## Appendix: Uniform injection and the first crowding correction to the base spreading resistance

The low-current intrinsic base resistance is $R_{sh}W/3L$ for a stripe emitter of width $W$ and length $L$ contacted along one long side, $R_{sh}W/12L$ for contacts along both, and $R_{sh}/8\pi$ for a circular emitter contacted all round. $R_{sh}$ is the sheet resistance of the neutral base under the emitter. These values, written $R_0$ below, assume that the base current density is the same everywhere under the emitter. The lateral voltage drop that defines the resistance also lowers the junction bias, so the assumption holds only as the current tends to zero.

### Where the assumption enters

Treat the base as a thin sheet, the emitter as an equipotential and the contacted rim as one node. Let $V(\mathbf r)$ be the local forward bias, $V_T=k_BT/q$, and $u=(V_{rim}-V)/V_T\ge0$ the debiasing. Let $j$ be the base current per unit emitter area, $\bar j=I_B/A$ its mean over the emitter area $A$, $g=j/\bar j$, and $\langle\cdot\rangle$ the area average. Ohm's law and continuity in the sheet give

$$\nabla^2u=-\frac{R_{sh}\bar j}{V_T}\,g,$$

with $u=0$ on contacted edges and zero normal derivative on the others. At low injection the junction law closes the problem:

$$g=\frac{e^{-u}}{\langle e^{-u}\rangle}.$$

The assumption is the replacement $g\to1$. For a dot of radius $a$, with $\varrho=r/a$, it gives $u_0=2x(1-\varrho^2)$, where

$$x=\frac{I_BR_0}{V_T},\qquad R_0=\frac{R_{sh}}{8\pi},$$

and $\langle u_0\rangle=x$. For either stripe, $u_0=\tfrac32x(1-\eta^2)$ with its own $R_0$, where $\eta$ runs from 0 on the line of zero lateral current to 1 at the contact.

Four definitions of the resistance are in use:

- area-averaged drop, $I_BR_A=V_T\langle u\rangle$;
- dissipated power, $I_B^2R_P=I_BV_T\langle gu\rangle$;
- lumped dc resistance, from $I_B=I_S\exp[(V_{rim}-I_BR_{dc})/V_T]$ with $I_S$ the saturation current of the uniformly biased junction, so that $I_BR_{dc}=-V_T\ln\langle e^{-u}\rangle$;
- low-frequency small-signal resistance, $r_{ac}=dV_{rim}/dI_B-V_T/I_B=d(I_BR_{dc})/dI_B$.

All four tend to $R_0$ as $x\to0$. They separate at first order.

### First correction for any shape

Compare the true and the uniform problem at the same $I_B$. Both obey the same boundary conditions, so Green's second identity gives the exact relation $\langle u\rangle=\langle u_0g\rangle$. To first order $g=1+g_1$ with $g_1=-(u_0-x)$. Define the shape factor $\kappa$ by the variance $\langle(u_0-x)^2\rangle=\kappa x^2$, and write $u=u_0+u_1$. Then $\langle u_1\rangle=\langle u_0g_1\rangle=-\kappa x^2$, and to order $x^2$

$$\langle u\rangle=x-\kappa x^2,$$
$$\langle gu\rangle=x+\langle u_1\rangle+\langle g_1u_0\rangle=x-2\kappa x^2,$$
$$-\ln\langle e^{-u}\rangle=\langle u\rangle-\tfrac12\kappa x^2=x-\tfrac32\kappa x^2 .$$

Dividing by $x$, or differentiating the last line for $r_{ac}$,

$$\frac{R_A}{R_0},\ \frac{R_{dc}}{R_0},\ \frac{R_P}{R_0},\ \frac{r_{ac}}{R_0}=1-\left\{1,\ \tfrac32,\ 2,\ 3\right\}\kappa x+O(x^2).$$

For the dot, $\varrho^2$ is uniformly distributed on $[0,1]$ under the area average and has variance $1/12$, so $\kappa=4/12=1/3$. For the stripes $\langle(1-\eta^2)^2\rangle=8/15$ and $\langle1-\eta^2\rangle=2/3$, so $\kappa=\tfrac94\left(\tfrac8{15}-\tfrac49\right)=1/5$. The correction is negative for every shape, because current moves towards the contact and its path shortens.

### Exact solution for the dot

With $j=j_{rim}e^{-u}$ the sheet equation is Liouville's equation. Its radial solution, regular at the centre and zero at the rim, is

$$u=2\ln\frac{1-s\varrho^2}{1-s},\qquad j_{rim}=\frac{8V_T}{R_{sh}a^2}\frac{s}{(1-s)^2},\qquad 0<s<1,$$

as substitution into $\varrho^{-1}(\varrho u')'=-(R_{sh}a^2j_{rim}/V_T)\,e^{-u}$ confirms. The current crossing the rim is $I_B=-2\pi V_Tu'(1)/R_{sh}$, so $x=-u'(1)/4=s/(1-s)$ and $1-s=1/(1+x)$. Hence $\langle e^{-u}\rangle=1/(1+x)$, and the rim-to-centre ratio of current density is $(1+x)^2$. Averaging over $\varrho^2$ gives

$$\frac{R_A}{R_0}=\frac{2[(1+x)\ln(1+x)-x]}{x^2},\qquad \frac{R_{dc}}{R_0}=\frac{\ln(1+x)}{x},$$
$$\frac{R_P}{R_0}=\frac{2[x-\ln(1+x)]}{x^2},\qquad \frac{r_{ac}}{R_0}=\frac1{1+x}.$$

The expansions begin $1-x/3$, $1-x/2$, $1-2x/3$ and $1-x$, as the general formula requires for $\kappa=1/3$. The radius has dropped out: crowding under a dot depends only on $I_B$ relative to $8\pi V_T/R_{sh}$.

### Size in a Ge alloy transistor

Take a model p-n-p device at 300 K ($V_T=25.85$ mV) with typical, illustrative inputs: n-type base of resistivity $\rho=2\ \Omega$ cm, neutral base width $w=40\ \mu$m, approximate mobilities $\mu_n=3600$ and $\mu_p=1800$ cm$^2$/V s, and $\beta=I_C/I_B=50$. Then $R_{sh}=\rho/w=500\ \Omega/\square$, $R_0=19.9\ \Omega$, $V_T/R_0=1.30$ mA and $N_D=1/q\mu_n\rho=8.7\times10^{14}$ cm$^{-3}$. The width $w$ excludes the collector depletion layer. For the abrupt one-sided alloy junction its width is $(2\varepsilon\Phi/qN_D)^{1/2}$. With the compiled static dielectric constant 16.2 (Ioffe Institute) and a total junction potential $\Phi=5$ V this is 3.2 $\mu$m, or 8 % of $w$, which is the scale on which collector bias shifts $R_0$.

Two cases are tabulated: a small dot, $a=0.2$ mm, at $I_C=0.5$ mA ($I_B=10\ \mu$A), and a large dot, $a=1.5$ mm, at $I_C=20$ mA ($I_B=0.4$ mA). The entries contain crowding alone.

| | small dot | large dot, exact | large dot, first order |
|---|---|---|---|
| $x$ | 0.0077 | 0.31 | |
| $j_{rim}/j_{centre}$ | 1.015 | 1.71 | |
| $R_A/R_0$ | 0.997 | 0.91 | 0.90 |
| $R_{dc}/R_0$ | 0.996 | 0.87 | 0.85 |
| $R_P/R_0$ | 0.995 | 0.83 | 0.79 |
| $r_{ac}/R_0$ | 0.992 | 0.76 | 0.69 |

For the small dot the correction is below one per cent under every definition. For the large dot the first-order term overstates the reduction, and the choice of definition matters as much as the correction itself.

### Terms that compete with crowding

**Conductivity modulation.** The lightly doped base makes this the main rival. For diffusive transport across a uniform base the hole density falls linearly from $p_0=I_Cw/(qD_p\pi a^2)$ at the emitter, with $D_p=\mu_pV_T$. Neutrality adds as many electrons as holes. The lateral electron current, driven by the gradient of the electron quasi-Fermi potential, then sees a sheet conductance $q\mu_nw(N_D+p_0/2)$. To first order $R_A$, $R_{dc}$ and $R_P$ fall by a further fraction $\delta=p_0/2N_D$, and $r_{ac}$ by $2\delta$ since $\delta\propto I_B$. Inserting $R_{sh}=1/q\mu_nN_Dw$,

$$\frac{x}{\delta}=\frac{\mu_p}{\mu_n}\,\frac{a^2}{4\beta w^2},$$

which at fixed $\beta$ and fixed mobilities contains neither the current nor the doping. For the small dot ($a/w=5$) the ratio is 0.0625, with $p_0=2.1\times10^{14}$ cm$^{-3}$ and $\delta=0.12$: modulation far exceeds crowding, and the third decimal in the table describes the crowding term only. For the large dot ($a/w=37.5$) the ratio is 3.5 and $\delta=0.09$, comparable with the crowding reduction of $R_A$ and smaller than that of $R_{dc}$ and $R_P$. The two parameters are equal at $a/w=20$, or $a=0.8$ mm.

**Junction law.** At the base edge $p_0(N_D+p_0)=n_i^2e^{V/V_T}$, with $n_i$ the intrinsic density. If $I_B\propto p_0$, as for recombination in the base at fixed lifetime, the bias exceeds its low-injection value by about $2\delta V_T$. In the small dot this is $0.25\,V_T$ to first order, against an ohmic drop of $0.0077\,V_T$, so $R_0$ cannot be read from the dc curve there.

**Finite thickness.** If the base current leaves through the emitter face, vertical flow adds about $\rho w/3\pi a^2$, a fraction $8w^2/3a^2$ of $R_0$. This is 0.11 for the small dot and 0.002 for the large one. It is independent of current and uniform over the dot apart from its rim, so it leaves the first-order redistribution unchanged.

**Origin of the base current.** $I_B$ above is the current supplied under the dot. Surface recombination around the rim draws base current that never passes beneath the emitter. If only a fraction $f$ of the terminal current is internal, $x$ becomes $fx$ and the ratio $x/\delta$ falls by the same factor.

All these numbers are the model's. Its 19.9 $\Omega$ lies well below the total $r_{bb'}$ typical of small-signal Ge alloy transistors, roughly one hundred to a few hundred ohms, by a factor of five or more, because it omits the wafer between the dot and the base tab. That extrinsic part carries the full terminal current whatever its radial distribution under the dot, so it does not crowd, and the fractional correction to the total $r_{bb'}$ is smaller than the table shows by the ratio of $R_0$ to the total.